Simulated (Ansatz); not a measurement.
# BH3Cl− (SMILES [H][B-]([H])([H])Cl): the energy, rung by rung

BH3Cl− has 5 atoms, charge -1, and is taken as a singlet. As SMILES, `[H][B-]([H])([H])Cl`. Geometry: relaxed at GFN2-xTB.

```xyz
5

B    -0.0013    0.0016   -0.1670
Cl    0.0136   -0.0211    1.7073
H     1.1523    0.0114   -0.5222
H    -0.5866    1.0057   -0.4970
H    -0.5780   -0.9976   -0.5211
```

Quantity: the energy change with the B1–H3 bond stretched from 1.207 to 1.509 Å, in eV. The values are calculated.

```csv
level,kind,program,value (eV),less FCI/STO-3G
HF/STO-3G (restricted),Hartree–Fock,Ansatz,1.18,+0.29
SVWN5/STO-3G (restricted),LDA,Ansatz,0.94,+0.05
PBE/STO-3G (restricted),GGA,Ansatz,0.87,-0.02
PBE0/STO-3G (restricted),global hybrid,Ansatz,0.99,+0.10
HSE06/STO-3G (restricted),range-separated hybrid,Ansatz,0.99,+0.10
MP2/STO-3G (restricted),perturbation theory,Ansatz,1.00,+0.11
CCSDT(Q)/STO-3G (restricted),coupled cluster or CI,Ansatz,0.89,0.00
CCSDT/STO-3G (restricted),coupled cluster or CI,Ansatz,0.88,-0.01
FCI/STO-3G,exact in the basis,Ansatz,0.89,0.00
```

FCI/STO-3G is exact within its basis and frozen core, so for wave-function methods in that basis the difference is their error; functionals converge differently with the basis, so for them it is only a difference. Sets without diffuse functions describe the anion poorly. The first shape isn't each level's own minimum. The values span 0.87 to 1.18 eV. All rows use very small basis sets, so even the best lies far from the true value.

Stretching the B–H bond costs most at the Hartree–Fock level, 1.18 eV against 0.89 eV for full CI, so correlation softens the bond. As the bond lengthens, its σ and σ* orbitals draw closer in energy and left–right correlation grows, while a restricted single determinant keeps too much ionic character. MP2 recovers more than half of this missing softening, and the coupled-cluster values agree with full CI to within about the last printed digit. The stretched bond is therefore still far from the strongly multireference regime, where such a perturbative treatment would break down.

Among the functionals, PBE0 lies above PBE, probably because exact exchange brings in part of the Hartree–Fock stiffness. HSE06 matches PBE0, which suggests that long-range exchange largely cancels in so local a distortion. The energies describe one displacement along B–H and say nothing about the loss of chloride from borane, the heterolytic route expected for a donor–acceptor adduct.
